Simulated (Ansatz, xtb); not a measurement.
**Redistribution: C3H3F3 + C3H6F2 → C3H4F2 + C3H5F3**

Species: C3H3F3 (3,3,3-trifluoropropene) `C=CC(F)(F)F`, singlet; C3H6F2 `CC(F)CF`, singlet; C3H4F2 `C=CC(F)F`, singlet; C3H5F3 `CC(F)C(F)F`, singlet. The partners trade F for H; both sit on C, so the bond types are kept.

Shapes, held fixed at every level: PBE0-D4/def2-TZVP. Flexible molecules stand in one conformer, not always the lowest. Programs: Ansatz 0.2.0, xtb 6.7.1. The zero-point and thermal change to 298 K, harmonic and unscaled (PBE0-D4/def2-TZVP), is +2.1 kJ/mol.

(1) Estimate ΔH(298 K) of this reaction.

## Answers

(1) The highest level, CCSD(T)/CBS estimate, gives ΔH(298 K) = +23.4 kJ/mol; the levels span +16.5 to +27.8. The column of differences is taken from that level and isn't an error. No measured value is set beside it here. The CBS estimate extrapolates MP2 from def2-TZVPP and def2-QZVPP and adds CCSD(T) − MP2 in the triple-zeta set, cores frozen.

```tsv
level	kind	ΔH(298 K) (kJ/mol)	less CCSD(T)/CBS estimate
GFN0-xTB	semi-empirical	+16.5	-6.9
HF/def2-TZVPP	Hartree–Fock	+24.1	+0.7
BHLYP-D4/def2-TZVPP	global hybrid	+22.8	-0.6
r2SCAN0-D4/def2-TZVPP	global hybrid	+26.8	+3.4
MP2/def2-SVP	perturbation theory	+27.8	+4.4
CCSD(T)/def2-SVP	coupled cluster or CI	+26.0	+2.6
CCSD/def2-SVP	coupled cluster or CI	+25.3	+1.9
CCSD(T)/def2-TZVPP	coupled cluster or CI	+23.7	+0.3
CCSD(T)/CBS estimate	coupled cluster or CI	+23.4	0.0
```

Every level makes the redistribution endothermic, and since the zero-point and thermal change is only +2.1 kJ/mol, the cost is mainly electronic. The probable cause is geminal stabilisation. Fluorines on one carbon reinforce each other through donation from F lone pairs into neighbouring C–F σ* orbitals and through Coulomb attraction to an increasingly positive carbon. Turning a CF3 and a CH2F group into two CHF2 groups loses part of this. The product trifluoropropane also gains a vicinal F/F contact, so the reaction energy alone can't separate the two effects.

Hartree–Fock lies within 0.7 kJ/mol of the reference, which suggests that correlation largely cancels when the bond types are kept, not that it is small in each molecule. Much of the excess in the small-basis values comes from the basis: CCSD(T) falls from +26.0 to +23.7 kJ/mol between def2-SVP and def2-TZVPP, then barely moves on extrapolation. The endothermic sign is therefore well supported for these structures, but it doesn't by itself fix the direction of equilibrium, which also depends on entropy.
